**Q:** Only the y edge of this TaRu cell changes in the scan. Stretching it by 3.75 % costs more energy than compressing it by 7.5 %. Is the crystal simply easier to compress?

TaRu (Cmmm, 2 atoms, 16.12 Å³ per atom; conventional a = 3.308, b = 4.683, c = 4.162 Å, not relaxed) strained along y (b), with fractional coordinates fixed. Ansatz 0.2.0, PBEsol, plane-wave PAW, no spin polarisation, 420 eV cutoff, 18×18×12 k mesh, 0.15 eV Gaussian smearing. Free energies are relative to strain 0; pressure is positive in compression.

| strain | energy change (meV/atom) | tensile stress along pattern (GPa) | pressure (GPa) |
| --- | --- | --- | --- |
| -0.15 | 327.8 | -60.50 | 41.79 |
| -0.075 | 34.5 | -20.34 | 10.59 |
| 0 | 0.0 | 9.63 | -8.70 |
| 0.0375 | 57.1 | 20.08 | -15.07 |
| 0.1125 | 262.2 | 32.73 | -23.23 |

**A:** No. At strain 0 the cell is already under a tension of nearly 10 GPa along y, so it tends to shorten. A stretch has to work against that pull, while a compression is helped by it. A rule worth keeping: at 16 Å³ an atom, a stress of 1 GPa is worth about 1 meV per atom for each percent of strain. The pull therefore tilts the energy curve by about 10 meV per atom for each percent, enough to reverse the order of the two energies.

**Q:** How do I remove the tilt and see the real resistance?

**A:** The sides are fixed, so the area on which the y stress acts stays constant. The work for a small step in strain ε is then dE = V₀σ dε, where E is the energy per atom, V₀ the volume per atom at strain 0 and σ the tensile stress along the pattern. The starting stress of 9.63 GPa contributes a straight line in ε, which the rule above lets us subtract:

- stretch by 3.75 %: 57 − 9.63 × 3.75 ≈ 21 meV per atom
- compression by 7.5 %: 34.5 + 9.63 × 7.5 ≈ 107 meV per atom

A spring of constant stiffness needs four times the energy for twice the strain, here 4 × 21 = 84 meV. The compression takes 107 meV, so compression is the stiffer direction. This estimate uses table values only, with no fitted constant.

**Q:** Does that hold over the whole scan, and what causes it?

**A:** It does. The slope of stress against strain falls from each pair of neighbouring rows to the next, from about 540 GPa at the compressed end to about 170 GPa at the stretched end. The standard explanation is that repulsion between overlapping electron shells climbs steeply as atoms approach, while the bonding attraction changes more gently and weakens as they separate.

The geometry shows which contacts are squeezed. The nearest Ta–Ru contact lies at right angles to y and keeps its 2.66 Å in every row. The Ta–Ta and Ru–Ru contacts shorten from 2.87 Å at strain 0 to 2.59 Å at the strongest compression, where they become the shortest in the crystal. The longer Ta–Ru contacts shorten too. My guess is that the like-atom contacts carry much of the stiffening. The side stresses point that way: these like-atom contacts lean along x and the longer Ta–Ru contacts along z, and from strain 0 to −0.15 the x stress swings by 48 GPa, the z stress by 33 GPa. That is a hint only, since the calculation does not divide its energy among contacts.

**Q:** Strain 0 has the lowest energy in the table. Is it the minimum?

**A:** It is only the lowest row. Shortening the edge lowers the energy as long as the y stress is tensile, and that stress changes sign between strain −0.075 and 0. A parabola fitted to the five stresses puts the change at −0.027, about 13 meV per atom below the zero row.

The same parabola, integrated over strain, gives the energies of the other four rows to within 2.5 meV per atom, although only stresses entered the fit. Energies and stresses thus describe one smooth curve, which makes reading between the rows reasonable. The printed output after this exchange shows the comparison.

**Q:** What would change if the cell were relaxed first?

**A:** The tilt would vanish. Small strains of either sign would then cost nearly the same, with compression slightly dearer. Moving to strain −0.027 does not achieve this relaxation, because tensions of a few GPa remain there along both x and z. The whole cell is too large for this PBEsol calculation, as the negative pressure at strain 0 indicates. Had the scan begun from a cell that was too small, the tilt would have had the opposite sign and made compression look even more costly than it is.

**Q:** Can I use the slope at strain 0 as Young's modulus?

**A:** That would overstate the stiffness of a free bar. The sides are held here, and stretching to strain 0.0375 raises the tension along x from 7.5 to 12.3 GPa. A bar with free sides would contract sideways, relieve that tension and resist less. The slope suits a crystal whose sides cannot move.

It also depends on the starting cell. The parabola gives 319 GPa at strain 0 but 373 GPa where the y stress vanishes, or 363 GPa once strain is measured against that cell's own shorter edge. Less than three percent of strain changes the stiffness by about a seventh, so a quoted value should always name the cell to which it belongs.

**Q:** The stress is still rising in the last row. How strong is the crystal?

**A:** The scan gives a lower bound: along this constrained path, the maximum stress is at least 32.7 GPa. Extrapolation adds little. The parabola peaks at 35 GPa near strain 0.16, whereas a binding-curve form, a straight line multiplied by a decaying exponential, peaks at 46 GPa near twice that strain. The second form follows the five stresses less closely, but no row reaches the peak of either. A perfect crystal may shear or distort before reaching such a maximum, and defects make a real sample fail much earlier.

**Q:** Which digits, and which conclusions, should I trust?

**A:** For the energies at these settings, allow an uncertainty of a few meV per atom; convergence with cutoff and k mesh was not tested here. Extrapolating the smearing to zero matters most at strain −0.075, where it adds 1.7 meV, about 5 % of the energy change. For the stiffness at strain 0, interpolating the row-to-row slopes on either side also gives 319 GPa; the binding-curve form gives 301 GPa but follows the stresses less closely. With convergence untested, quote two figures.

The greater stiffness in compression is the sturdy conclusion, because it appears at every step of the scan and has a general cause. The energy order that prompted your first question is fragile. With the tilt removed, the two energies differ by 107 − 21 = 86 meV, and the tilt acts over 7.5 + 3.75 = 11.25 percent of strain. A starting tension below about 86 / 11.25 ≈ 7.6 GPa would therefore restore the expected order, if the stiffness stayed the same.

The starting tension itself carries an error of unknown size, because this PBEsol run used PAW datasets made for PBE. It also depends directly on how large a cell the functional prefers. PBE usually favours a slightly larger one than PBEsol, so the same starting cell would probably be under less tension, and the order might well change. Before comparing the energies of a stretch and a compression, look at the stress at strain 0.

Output of the analysis:

```
fit of tensile_stress_along_pattern on 5 rows: constant 9.437 +/- 0.18, coefficient of strain 318.9 +/- 1.5, coefficient of strain**2 -987.7 +/- 17; rms 0.177, worst -0.075 0.307, leave-one-out rms 0.759
fit of tensile_stress_along_pattern on 5 rows: coefficient of exp(-s*strain) 9.055 +/- 0.63, coefficient of strain*exp(-s*strain) 326.6 +/- 6, s 2.815; rms 0.819, worst -0.075 1.27, leave-one-out rms 4.48
Energy without prestress and energy from stress:
     row  energy without prestress meV/atom  mean stiffness GPa undefined at strain 0  stress slope from row above GPa  energy from stress meV/atom  miss meV/atom
   -0.15                              473.1                                       418                              n/a                        330.3          2.463
  -0.075                              107.2                                     378.7                            535.5                        32.99         -1.511
     0.0                                  0                                         0                            399.6                            0              0
  0.0375                              20.77                                     293.6                            278.7                        56.41        -0.6894
  0.1125                              153.2                                     240.6                            168.7                        262.6         0.4385
Contacts and side stresses:
     row  like-atom contact A  tension along x GPa  tension along z GPa  zero-smearing shift meV/atom
   -0.15                2.588               -40.54               -24.33                          0.54
  -0.075                2.725               -8.222               -3.224                          1.64
     0.0                2.867                7.521                8.959                             0
  0.0375                2.939                12.31                12.82                        -0.185
  0.1125                3.086                19.14                 17.8                         -0.52
Prestress energy slope at strain 0 (eV/atom per unit strain): 0.9688
Ratio of largest to smallest mean stiffness: 1.737
Strain at which the y stress vanishes, quadratic: -0.02729
Energy there against the zero row (meV/atom): -13.29
Stress slope there, quadratic (GPa): 372.8
Stress slope at strain 0, binding-curve form (GPa): 301.1
Tension along x there, linear interpolation (GPa): 1.793
Tension along z there, linear interpolation (GPa): 4.526
Nearest Ta-Ru contact, unchanged by y strain (A): 2.658
Extrapolated peak strain, quadratic: 0.1614
Extrapolated peak stress, quadratic (GPa): 35.17
Extrapolated peak strain, binding-curve form: 0.3276
Extrapolated peak stress, binding-curve form (GPa): 46.16
```
